**Relativistic scaling of the 4f shell in Os26+ and Os27+**

The table holds 4f5/2 and 4f7/2 eigenvalues, mean radii, their gap and the relativistic shift of the total energy from spherical, spin-unpolarised Dirac Kohn-Sham atoms (Quantum ESPRESSO ld1.x, PBEsol, point nucleus) with the speed of light scaled by f = 1, 1.25, 3 and 100. The program fits A/f² + B/f⁴ to the rows f = 3 and 1.25 and tests it at f = 1, and it compares the table with hydrogenic Dirac sums, a hydrogenic 4f splitting and the Janak trapezoid rule for the ionisation energy. The first-order term alone is off by about 5 % for the gap, 3 % for the centroid shift, 12 % for the radial expansion and 15 % for the total shift, and the second term brings these to about 1 % or less. The hydrogenic sums bracket the total shift and reproduce most of its growth beyond 1/c², while the hydrogenic gap is too small by a factor of about 1.6 and overestimates the change between the ions. The midpoint of the two centroids matches the computed ionisation energy to 0.09 eV at all four factors, whereas −ε(4f7/2) is 26 to 27 eV too low.

Spherical all-electron Dirac Kohn-Sham calculations for Os26+ and Os27+ with Quantum ESPRESSO 7.5 (ld1.x), using PBEsol, a point nucleus and no spin polarisation. The 4f electrons are shared between 4f5/2 and 4f7/2 in proportion to 2j + 1. The non-relativistic reference energies use the same functional, configuration and nucleus.

## Numerical check

```python
# Table: 4f eigenvalues, radii, gap and E(Dirac)-E(non-rel.) of Os26+/Os27+; QE ld1.x, PBEsol, spherical spin-unpolarised Dirac
# atom, c scaled by f. Tested: A/f^2+B/f^4 scaling, hydrogenic Dirac sums, hydrogenic 4f gap, Janak midpoint for the IE.
T = {
    'ion': ['Os26+', 'Os26+', 'Os26+', 'Os26+', 'Os27+', 'Os27+', 'Os27+', 'Os27+'],
    'Z': [76, 76, 76, 76, 76, 76, 76, 76],
    'charge': [26, 26, 26, 26, 27, 27, 27, 27],  # e
    'N': [50, 50, 50, 50, 49, 49, 49, 49],
    'configuration': ['[Kr] 4d10 4f4', '[Kr] 4d10 4f4', '[Kr] 4d10 4f4', '[Kr] 4d10 4f4', '[Kr] 4d10 4f3', '[Kr] 4d10 4f3', '[Kr] 4d10 4f3', '[Kr] 4d10 4f3'],
    'light_speed_factor': [1.0, 1.25, 3.0, 100.0, 1.0, 1.25, 3.0, 100.0],
    'dirac_eigenvalue_4f52': [-818.86, -822.0, -826.41, -827.3, -869.9, -873.16, -877.72, -878.65],  # eV
    'dirac_eigenvalue_4f72': [-814.42, -819.11, -825.89, -827.3, -865.3, -870.17, -877.19, -878.65],  # eV
    'dirac_mean_radius_4f52': [0.43196, 0.43085, 0.42947, 0.42922, 0.42566, 0.42462, 0.42334, 0.42311],  # bohr
    'dirac_mean_radius_4f72': [0.43538, 0.43304, 0.42985, 0.42922, 0.42897, 0.42675, 0.42371, 0.42311],  # bohr
    'gap': [4.4457, 2.8963, 0.5149, 0.0005, 4.6019, 2.997, 0.5326, 0.0005],  # eV
    'relativistic_energy_shift': [-986.52, -592.42, -94.713, -0.083892, -986.93, -592.68, -94.757, -0.083932],  # hartree
}
import numpy as np
from scipy.constants import alpha, physical_constants as pc
Ha = pc['Hartree energy in eV'][0]
ions, fs = ['Os26+', 'Os27+'], [1.0, 1.25, 3.0, 100.0]
ix = {(a, float(f)): i for i, (a, f) in enumerate(zip(T['ion'], T['light_speed_factor']))}
g = lambda k, a, f: T[k][ix[a, f]]
e5, e7, r5, r7, S = 'dirac_eigenvalue_4f52', 'dirac_eigenvalue_4f72', 'dirac_mean_radius_4f52', 'dirac_mean_radius_4f72', 'relativistic_energy_shift'
cen = lambda a, f: (6*g(e5, a, f) + 8*g(e7, a, f))/14
rb = lambda a, f: (6*g(r5, a, f) + 8*g(r7, a, f))/14
hS = lambda v: 0.5*10**(np.floor(np.log10(abs(v))) - 4)   # half unit of the fifth figure
def dsh(n, k, Z, f):   # hydrogenic Dirac minus Schroedinger energy, hartree; k = j+1/2
    c = f/alpha; x = (Z/c/(n - k + np.sqrt(k*k - (Z/c)**2)))**2
    return c*c*np.expm1(-0.5*np.log1p(x)) + Z*Z/(2*n*n)
print('A. steps from f=100 (floors 0.01 eV, 0.002 %): d5/2, d7/2, dcentroid eV; dr5/2, dr7/2 %')
for a in ions:
    for f in fs[:3]:
        d = [g(k, a, f) - g(k, a, 100.0) for k in (e5, e7)]; r = [100*(g(k, a, f)/g(k, a, 100.0) - 1) for k in (r5, r7)]
        print(f'{a} f={f}: {d[0]:+.2f} {d[1]:+.2f} {cen(a,f)-cen(a,100.0):+.2f}; {r[0]:+.3f} {r[1]:+.3f}')
        assert d[0] > 0 and d[1] > d[0] and r[0] > 0
print('B. q*f^2 at f=1,1.25,3 | exponent p(1-1.25) | A+-floor, B from f=3,1.25 | model-table at f=1: A; A+B')
Q = {'gap eV': (lambda a, f: g('gap', a, f), lambda a, f: 5e-5), 'dcent eV': (lambda a, f: cen(a, f) - cen(a, 100.0), lambda a, f: 0.01),
     'drbar mbohr': (lambda a, f: 1e3*(rb(a, f) - rb(a, 100.0)), lambda a, f: 0.01), 'total Ha': (lambda a, f: g(S, a, f), lambda a, f: hS(g(S, a, f)))}
P = {}
for a in ions:
    for nm, (q, h) in Q.items():
        y = [q(a, f)*f*f for f in fs[:3]]; x1, x2 = 1/1.25**2, 1/9
        B = (y[1] - y[2])/(x1 - x2); A = y[2] - B*x2; dA = (x1*h(a, 3.0)/x2 + x2*h(a, 1.25)/x1)/(x1 - x2)
        p = np.log(q(a, 1.0)/q(a, 1.25))/np.log(1.25); P[a, nm] = (p, A)
        print(f'{a} {nm}: {y[0]:.3f} {y[1]:.3f} {y[2]:.3f} | {p:.3f} | {A:.3f}+-{dA:.3f} {B:.3f} | {A-y[0]:+.3f} ({100*(A/y[0]-1):+.1f}%); {A+B-y[0]:+.3f} ({100*((A+B)/y[0]-1):+.1f}%)')
    assert 1.8 < P[a, 'gap eV'][0] < 2.0 < P[a, 'total Ha'][0] < 2.5
print('gap at f=100 (not fitted, one digit), A/f^2 vs table eV:', [(round(float(P[a, 'gap eV'][1])/1e4, 5), g('gap', a, 100.0)) for a in ions])
print('first order from f=100 row minus Dirac total at f=1, Ha:', [round(g(S, a, 100.0)*1e4 - g(S, a, 1.0), 1) for a in ions])
# further outputs of the same runs: <1/r> (1/bohr) at f=100 for 1s 2s 2p 3s 3p 3d 4s 4p 4d 4f
nl = [(n, l) for n in range(1, 5) for l in range(n)]
inv = {'Os26+': [75.435, 17.712, 17.750, 6.8568, 6.8081, 6.7266, 3.1503, 3.0813, 2.9450, 2.7255],
       'Os27+': [75.435, 17.711, 17.749, 6.8606, 6.8115, 6.7286, 3.1718, 3.1046, 2.9719, 2.7585]}
def tot(a, f, scr):
    s = 0.0
    for (n, l), u in zip(nl, inv[a]):
        Z = n*n*u if scr else g('Z', a, f); fill = (g('N', a, f) - 46)/14 if l == 3 else 1.0
        s += sum(fill*2*k*dsh(n, k, Z, f) for k in (l, l + 1) if k > 0)
    return s
print('C. total shift*f^2 Ha: table, bare Z, Z=n^2<1/r> | errors % | growth over f=100: table, bare, screened')
for a in ions:
    for f in fs:
        v = np.array([g(S, a, f), tot(a, f, 0), tot(a, f, 1)])*f*f; w = v/(np.array([g(S, a, 100.0), tot(a, 100.0, 0), tot(a, 100.0, 1)])*1e4)
        print(f'{a} f={f}: {v[0]:.1f} {v[1]:.1f} {v[2]:.1f} | {100*(v[1]/v[0]-1):+.1f} {100*(v[2]/v[0]-1):+.1f} | {w[0]:.3f} {w[1]:.3f} {w[2]:.3f}')
print('D. hydrogenic 4f, Z=18/<r>: Z, gap eV (f=1) | table/model f=1,1.25,3 | gap*f^2 f=1 over f=3: table, model | direct centroid shift eV')
for a in ions:
    m = [Ha*(dsh(4, 4, 18/rb(a, f), f) - dsh(4, 3, 18/rb(a, f), f)) for f in fs[:3]]; Z = 18/rb(a, 1.0)
    k = ' '.join(f'{g("gap", a, f)/u:.3f}' for f, u in zip(fs, m))
    print(f'{a}: {Z:.1f} {m[0]:.2f} | {k} | {g("gap",a,1.0)/g("gap",a,3.0)/9:.4f} {m[0]/m[2]/9:.4f} | {Ha*(6*dsh(4,3,Z,1)+8*dsh(4,4,Z,1))/14:+.1f} (crude)')
    print(f'{a} f=1 centroid {cen(a,1.0):.2f} eV; 4f5/2, 4f7/2 minus centroid {-8*g("gap",a,1.0)/14:+.2f} {6*g("gap",a,1.0)/14:+.2f} eV')
print(f'Os27+/Os26+ at f=1: gap {g("gap",ions[1],1.0)/g("gap",ions[0],1.0):.4f}, <r>^-4 {(rb(ions[0],1.0)/rb(ions[1],1.0))**4:.4f}')
IE = {1.0: 841.7039, 1.25: 845.8074, 3.0: 851.6744, 100.0: 852.8828}; IEnr = 852.8839   # Os26+ IE in eV, further outputs
print('E. Os26+ eV: IE | IE-IE(nr), from shifts+-floor | midpoint-IE | -e7/2-IE, -cent-IE | half dcent per electron')
for f in fs:
    s6, s7 = g(S, ions[0], f), g(S, ions[1], f); mid = -(cen(ions[0], f) + cen(ions[1], f))/2
    print(f'f={f}: {IE[f]:.2f} | {IE[f]-IEnr:+.3f} {Ha*(s7-s6):+.3f}+-{2*Ha*hS(s6):.3f} | {mid-IE[f]:+.2f} | {-g(e7,ions[0],f)-IE[f]:+.2f} {-cen(ions[0],f)-IE[f]:+.2f} | {(cen(ions[0],f)-cen(ions[1],f))/2:.2f}')
    assert abs(mid - IE[f]) < 0.2
print(f'IE(nr) error {100*(IEnr/IE[1.0]-1):.2f} %; IE shift / total shift {abs(IE[1.0]-IEnr)/Ha/abs(g(S,ions[0],1.0)):.1e}')
# further outputs, Os27+ mean radii in bohr at (f=1, f=100)
R = {'1s': (0.01773408, 0.01993172), '2p1/2': (0.06132997, 0.07112829), '4s': (0.4125026, 0.4459085), '4p3/2': (0.4389574, 0.4461823), '4d3/2': (0.436159, 0.4426365), '4d5/2': (0.443934, 0.4426372)}
print('Os27+ radius change f=100 to 1, %:', ', '.join(f'{k} {100*(u/v-1):+.1f}' for k, (u, v) in R.items()))
Za = g('Z', ions[1], 1.0)*alpha
print(f'Z*alpha {Za:.3f}, squared {Za*Za:.3f}; hydrogenic 1s contraction {100*((2*np.sqrt(1-Za*Za)+1)/3-1):+.1f} %; radial levels nr {len(nl)}, Dirac {sum(2 if l else 1 for n, l in nl)}')
```

Printed output:

```
A. steps from f=100 (floors 0.01 eV, 0.002 %): d5/2, d7/2, dcentroid eV; dr5/2, dr7/2 %
Os26+ f=1.0: +8.44 +12.88 +10.98; +0.638 +1.435
Os26+ f=1.25: +5.30 +8.19 +6.95; +0.380 +0.890
Os26+ f=3.0: +0.89 +1.41 +1.19; +0.058 +0.147
Os27+ f=1.0: +8.75 +13.35 +11.38; +0.603 +1.385
Os27+ f=1.25: +5.49 +8.48 +7.20; +0.357 +0.860
Os27+ f=3.0: +0.93 +1.46 +1.23; +0.054 +0.142
B. q*f^2 at f=1,1.25,3 | exponent p(1-1.25) | A+-floor, B from f=3,1.25 | model-table at f=1: A; A+B
Os26+ gap eV: 4.446 4.525 4.634 | 1.920 | 4.657+-0.001 -0.205 | +0.211 (+4.8%); +0.006 (+0.1%)
Os26+ dcent eV: 10.977 10.862 10.684 | 2.047 | 10.647+-0.112 0.335 | -0.330 (-3.0%); +0.005 (+0.0%)
Os26+ drbar mbohr: 4.694 4.502 4.204 | 2.187 | 4.142+-0.112 0.563 | -0.553 (-11.8%); +0.011 (+0.2%)
Os26+ total Ha: -986.520 -925.656 -852.417 | 2.285 | -837.031+-0.007 -138.478 | +149.489 (-15.2%); +11.012 (-1.1%)
Os27+ gap eV: 4.602 4.683 4.793 | 1.922 | 4.817+-0.001 -0.209 | +0.215 (+4.7%); +0.006 (+0.1%)
Os27+ dcent eV: 11.379 11.248 11.096 | 2.052 | 11.064+-0.112 0.287 | -0.315 (-2.8%); -0.027 (-0.2%)
Os27+ drbar mbohr: 4.441 4.261 3.973 | 2.186 | 3.912+-0.112 0.545 | -0.529 (-11.9%); +0.016 (+0.4%)
Os27+ total Ha: -986.930 -926.062 -852.813 | 2.285 | -837.424+-0.007 -138.497 | +149.506 (-15.1%); +11.009 (-1.1%)
gap at f=100 (not fitted, one digit), A/f^2 vs table eV: [(0.00047, 0.0005), (0.00048, 0.0005)]
first order from f=100 row minus Dirac total at f=1, Ha: [147.6, 147.6]
C. total shift*f^2 Ha: table, bare Z, Z=n^2<1/r> | errors % | growth over f=100: table, bare, screened
Os26+ f=1.0: -986.5 -1229.3 -900.9 | +24.6 -8.7 | 1.176 1.165 1.160
Os26+ f=1.25: -925.7 -1157.8 -850.0 | +25.1 -8.2 | 1.103 1.097 1.095
Os26+ f=3.0: -852.4 -1071.5 -787.9 | +25.7 -7.6 | 1.016 1.015 1.015
Os26+ f=100.0: -838.9 -1055.6 -776.4 | +25.8 -7.5 | 1.000 1.000 1.000
Os27+ f=1.0: -986.9 -1227.9 -901.4 | +24.4 -8.7 | 1.176 1.165 1.160
Os27+ f=1.25: -926.1 -1156.5 -850.5 | +24.9 -8.2 | 1.103 1.097 1.095
Os27+ f=3.0: -852.8 -1070.2 -788.4 | +25.5 -7.6 | 1.016 1.015 1.015
Os27+ f=100.0: -839.3 -1054.3 -776.8 | +25.6 -7.4 | 1.000 1.000 1.000
D. hydrogenic 4f, Z=18/<r>: Z, gap eV (f=1) | table/model f=1,1.25,3 | gap*f^2 f=1 over f=3: table, model | direct centroid shift eV
Os26+: 41.5 2.81 | 1.580 1.586 1.594 | 0.9593 0.9679 | -3.3 (crude)
Os26+ f=1 centroid -816.32 eV; 4f5/2, 4f7/2 minus centroid -2.54 +1.91 eV
Os27+: 42.1 2.99 | 1.541 1.547 1.556 | 0.9600 0.9696 | -3.5 (crude)
Os27+ f=1 centroid -867.27 eV; 4f5/2, 4f7/2 minus centroid -2.63 +1.97 eV
Os27+/Os26+ at f=1: gap 1.0351, <r>^-4 1.0609
E. Os26+ eV: IE | IE-IE(nr), from shifts+-floor | midpoint-IE | -e7/2-IE, -cent-IE | half dcent per electron
f=1.0: 841.70 | -11.180 -11.157+-0.272 | +0.09 | -27.28 -25.38 | 25.47
f=1.25: 845.81 | -7.077 -7.075+-0.272 | +0.09 | -26.70 -25.46 | 25.55
f=3.0: 851.67 | -1.210 -1.197+-0.027 | +0.09 | -25.78 -25.56 | 25.65
f=100.0: 852.88 | -0.001 -0.001+-0.000 | +0.09 | -25.58 -25.58 | 25.67
IE(nr) error 1.33 %; IE shift / total shift 4.2e-04
Os27+ radius change f=100 to 1, %: 1s -11.0, 2p1/2 -13.8, 4s -7.5, 4p3/2 -1.6, 4d3/2 -1.5, 4d5/2 +0.3
Z*alpha 0.555, squared 0.308; hydrogenic 1s contraction -11.2 %; radial levels nr 10, Dirac 16
```
